Question

The table gives the electric field gradient at the five nuclei of the GeSbTe₃ cell. The quantity v zz is the principal value of largest magnitude of the second derivative of the electrostatic potential at the nucleus. It is zero at a site of cubic symmetry, so a value other than zero shows that the charge around the nucleus departs from that symmetry. All five nuclei lie on threefold axes.

The table gives v zz, the principal value largest in magnitude of the electric field gradient, at each nucleus in GeSbTe3 (R3m, 5-atom cell, hexagonal a = 4.111 Å, c = 29.603 Å). It was computed with Ansatz 0.2.0 (plane-wave PAW, PBEsol, no spin-orbit coupling or spin polarisation), using a 420 eV cutoff, a 12×12×12 k mesh and Fermi-Dirac smearing of 0.15 eV.

```
row  element  v zz (1e21 V/m²)
  1       Ge              1.02
  2       Sb              4.42
  3       Te              9.46
  4       Te             10.30
  5       Te              2.64
```

(a) Explain how valence p electrons create such a gradient, and estimate how uneven the p shell must be at the Te nucleus of row 4. Rough recalled values of the mean inverse cube of the p electron's distance from the nucleus, ⟨r⁻³⟩, are 5 for Ge, 11 for Sb and 14 for Te, in units of 1/bohr³.

(b) How much of the order in the table is due to the element, and how much to the site?

(c) Ge has three short and three long bonds to Te. Why need this not give it a large gradient?

Model answer

(a) A filled or evenly occupied p shell is spherical and gives no gradient. An electron in the p orbital along the threefold axis contributes −(4/5)⟨r⁻³⟩ in atomic units, and an electron in either orbital across the axis contributes half as much with the opposite sign. Together they give

v zz ≈ (4/5) ⟨r⁻³⟩ Δn

where Δn is the average occupation of the two orbitals across the axis less the occupation of the one along it. A positive v zz, in the usual sign convention, therefore means that the axial orbital holds fewer electrons than the others.

For Te the factor (4/5) × 14 is about 11 atomic units. One atomic unit of field gradient is about 9.7 × 10²¹ V/m², so an imbalance of one whole electron would give roughly 110 × 10²¹ V/m². Row 4 has 10.30 in the same unit, and hence

Δn ≈ 10.3 / 110 ≈ 0.1 electron.

The largest gradient in the table thus needs an imbalance of only about a tenth of an electron between the p orbitals. The inverse cube makes this small imbalance visible, because it gives most weight to the part of the p orbital close to the nucleus.

The neighbouring ions act mainly by disturbing the atom's own electrons. A full elementary charge on the axis at the short Ge–Te distance would by itself produce only 0.13 × 10²¹ V/m². The gradient at Ge is about eight times that, and the largest one at Te about eighty times.

(b) The element sets how strongly a given imbalance is felt. The p electrons of Te have more of their density close to the nucleus than those of Sb, and those of Sb more than those of Ge, as the values of ⟨r⁻³⟩ show. The same imbalance therefore gives nearly three times the gradient at Te that it gives at Ge. This agrees with the order of the element averages, in which Te stands above Sb and Sb above Ge.

It does not account for the single rows. The largest gradient is ten times the smallest, so a factor of between three and four is left for the imbalance itself. Row 5 shows this without any recalled value: it is a Te nucleus, yet its 2.64 lies below the 4.42 of Sb.

A fit makes the failure plain. If all five sites had the same imbalance, with that one number fitted to all five rows, every Te would have a gradient of about 7. The calculation gives two values well above this and one far below it. The output printed after this text shows the miss for each row.

The three Te rows are the cleanest evidence for the role of the site. They share one element and one set of computational settings, so the factor of 3.9 between the highest and the lowest must come from their surroundings. The bond lengths and the composition suggest layers stacked as Te–Ge–Te–Sb–Te. In such a stack one Te is bonded on both sides, while the other two are bonded on one side and face each other across a gap.

(c) Uneven bonds and a large field gradient are different kinds of distortion. Imagine Ge at the centre of a regular octahedron of Te, and move it a little along the axis. Moving it up or down by the same amount gives mirror-image surroundings, which must have the same gradient. The gradient therefore cannot grow in proportion to the shift; it can only start with the square of the shift. In the crystal the Te layers on the two sides of Ge are not quite alike, so there the rule holds only roughly.

A stretch of the octahedron along the axis is different, because stretching and squeezing are not mirror images. The gradient can then grow in direct proportion to the distortion. The size of the stretch follows from the bond lengths d and the hexagonal lattice constant a, since each Te neighbour is displaced sideways by a/√3. The height of a Te layer above or below the central atom is

h = √(d² − a²/3).

For Ge the two heights are 1.50 and 1.92 Å, which puts the Te layers 3.42 Å apart. A regular octahedron with the same a would need a√(2/3) = 3.36 Å. Ge thus sits 0.2 Å off centre, but its octahedron is stretched by only about 2 %.

For Sb the shortest bond alone gives a height of 1.82 Å, and the layer on the other side cannot be closer. Its octahedron is therefore stretched by at least 8 %. The imbalance estimated as in part (a) is also larger at Sb than at Ge, roughly twice as large. Ge can thus have clearly uneven bonds and still a small gradient, because its distortion is mostly of the kind to which a gradient is expected to respond weakly. That its gradient is the smallest of all also owes something to the element, since a given imbalance is felt least at Ge.

Remarks on the reasoning

A good answer keeps the two factors apart. Ranking the sites by v zz alone would make Ge by far the most evenly surrounded atom in the cell. Once the gradients are divided by the strength of one p electron, Ge and the Te of row 5 come out about equal, each with an imbalance of a few hundredths of an electron. With such rough values of ⟨r⁻³⟩, it would be wrong to say which of the two is the more even.

Part (c) explains why Ge may have a small gradient; it does not predict the value. The comparison with Sb rests on two sites of different elements, and the simplest bonding picture gets the sign at Sb wrong. In a stretched octahedron the bonds lean towards the axis, so they should feed slightly more electrons into the axial p orbital of Sb than into each of the other two, and make v zz negative. The table has it positive. The stretch thus shows only that a sizeable gradient can arise at Sb; how the electrons respond to it remains unexplained.

It is tempting to go on and explain why row 4 exceeds row 3. The difference is 0.84, or about 8 % of the larger value, and it should be left without a cause. This metal is sensitive to the mesh of k points, the electronic smearing is wide, and convergence of the gradients was not tested. Spin-orbit coupling, which can matter for atoms as heavy as Sb and Te, is also missing, and the PAW datasets used with PBEsol were made for another functional, PBE.

It is just as tempting to call the two high Te sites the outer ones and the low site the middle one. The pattern of two and one invites this, but no coordinates connect the rows with the layers. Nor do bonds on both sides guarantee a small gradient: by the argument of part (c), a stretched octahedron around the middle Te could give a large one. The calculation also describes a perfectly ordered crystal, whereas real Ge–Sb–Te crystals commonly mix Ge and Sb on the same sites, which would spread each value into a range.

The open question is why the Te sites differ so much. In a simple ionic count Ge and Sb supply five electrons while three Te atoms can take up six, so each cell has one hole, probably in the Te p states. If that hole somewhat favoured the axial orbitals and was shared unevenly among the three atoms, it could produce both the positive sign at the Te nuclei and the spread among them. A modest preference would do, since the estimated imbalances of the three Te atoms add up to only about 0.2 electron. This is a guess, and it has a rival. Te shares its p electrons along its bonds, so bonds that lean towards the axis would also be expected to leave its axial orbital emptier. The short Ge–Te bonds lean away from the axis, however, so this rival may not cover every Te site. The guess could be tested by repeating the calculation with one electron added per cell and with the coordinates of each row listed: if the hole is responsible, the two large Te gradients should change strongly.

The analysis program printed:

```
Largest gradient over smallest, all sites (ratio): 10.1
Largest Te gradient over smallest Te gradient (ratio): 3.902
Difference of the two high Te gradients (1e21 V/m2): 0.84
Mean of the three Te gradients (1e21 V/m2): 7.467
Sb gradient over Ge gradient (ratio): 4.333
Rough p-shell imbalance, order of magnitude only:
  row  gradient_1e21  gradient_per_electron_1e21  imbalance_electrons
    1           1.02                       38.87              0.02624
    2           4.42                       85.51              0.05169
    3           9.46                       108.8              0.08692
    4           10.3                       108.8              0.09464
    5           2.64                       108.8              0.02426
Sb imbalance over Ge imbalance, rough (ratio): 1.97
fit of v on 5 rows: coefficient of rcube 0.5004 +/- 0.12; rms 2.8, worst 5 4.37, leave-one-out rms 3.77
Equal imbalance at all sites, gradients in 1e21 V/m2:
  row  predicted  computed    miss
    1      2.502      1.02   1.482
    2      5.505      4.42   1.085
    3      7.006      9.46  -2.454
    4      7.006      10.3  -3.294
    5      7.006      2.64   4.366
Shift of Ge from midway between its Te layers (angstrom): 0.2056
Axial stretch of the octahedron around Ge (percent): 1.879
Least possible axial stretch of the octahedron around Sb (percent): 8.348
Angle of the short Sb-Te bonds to the axis (degrees): 52.54
Same angle in a regular octahedron (degrees): 54.74
Gradient from one bare unit charge at the Ge-Te distance (1e21 V/m2): 0.1298
Ge gradient over that bare-charge gradient (ratio): 7.858
Largest Te gradient over that bare-charge gradient (ratio): 79.36
```
